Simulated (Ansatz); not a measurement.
## Re: energy change per atom and pressure against volume scale

All results are calculated (Ansatz 0.2.0). Plane-wave DFT, scalar-relativistic PAW made under PBE with cores redone for the functional, no dispersion; the given relaxed cell is scaled uniformly, energy at zero smearing counts from the unscaled cell, pressure at the given Fermi-Dirac smearing is positive in compression.

The cell before it is scaled or strained (space group P6_3/mmc, No. 194):
```
cell vectors (Å)
   2.7606     0.0000     0.0000
  -1.3803     2.3907     0.0000
   0.0000     0.0000     8.9050
atoms (fractions of the cell vectors)
Re  1.00000  1.00000  0.00000
Re  1.00000  1.00000  0.50000
Re  0.33333  0.66667  0.25000
Re  0.66667  0.33333  0.75000
```

Settings of every row: spin polarised no; functional r2SCAN; wave cutoff 500 eV; smearing width 0.1 eV; k mesh 15x15x4.

Atom starting moment: 0 on all atoms.

Limits: all rows lie far from zero pressure; no spin-orbit coupling, which can matter with elements this heavy; the cell comes from a prototype or a list of computed structures and needn't be the stable phase.

```
row  volume scale  V (Å³/atom)  energy change per atom (meV)  pressure (GPa)
  1          0.88        12.93                        321.86           65.57
  2          0.92       13.517                        132.25           38.94
  3          0.96       14.105                         30.61           17.45
  4          1.04        15.28                          26.7          -13.88
  5          1.08       15.868                         99.53          -25.11
  6          1.12       16.456                             ?               ?
```

Question: what energy change per atom and pressure should row 6 give?

Worked fit of energy change per atom. Take u = (V_r/V)^(2/3) − 1 with V_r = 14.105 Å³ an atom, which is twice the finite (Eulerian) strain; such expansions in the strain, on which the Birch-Murnaghan equation of state is built, carry the rest volume and the bulk modulus. The shown rows have u = 0.0597, 0.02879, 0, -0.05195, -0.07551. Least squares give energy change per atom = 30.648 + 2315.55 × u + 42830.1 × u² meV; a straight line predicts inner rows, each left out in turn, worse (root mean square 88 against 0.88 meV). The rows lie off it by 0.32, -0.56, -0.04, 0.75, -0.48 (root mean square 0.49 meV). The withheld row has u = -0.09767, so the fit gives 30.648 + 2315.55 × (-0.09767) + 42830.1 × (-0.09767)² = 213.06 meV.

The calculation gave 209.36 meV. The fit lies 3.70 meV (1.8 % of the value, 1.3 % of the column's range) above it; its largest miss of a shown row is 0.75 meV. This row lies beyond the range of the fit.

Worked fit of pressure. Take u = (V_r/V)^(2/3) − 1 with V_r = 14.105 Å³ an atom, which is twice the finite (Eulerian) strain; such expansions in the strain, on which the Birch-Murnaghan equation of state is built, carry the rest volume and the bulk modulus. The shown rows have u = 0.0597, 0.02879, 0, -0.05195, -0.07551. Least squares give pressure = 17.444 + 698.17 × u + 1794.3 × u² GPa; a straight line predicts inner rows, each left out in turn, worse (root mean square 3.7 against 0.13 GPa). The rows lie off it by 0.05, -0.09, 0.01, 0.10, -0.07 (root mean square 0.072 GPa). The pressure vanishes at u = -0.0268, or V = 14.69 Å³ an atom, and there the bulk modulus at fixed shape and fractions is B = −V dP/dV = (2/3)(1 + u) dP/du = 390 GPa. Letting shape and atoms relax would as a rule lower it, by much in layered, chain or molecular crystals. The withheld row has u = -0.09767, so the fit gives 17.444 + 698.17 × (-0.09767) + 1794.3 × (-0.09767)² = -33.63 GPa.

The calculation gave -34.09 GPa. The fit lies 0.46 GPa (1.3 % of the value, 0.46 % of the column's range) above it; its largest miss of a shown row is 0.10 GPa. This row lies beyond the range of the fit.
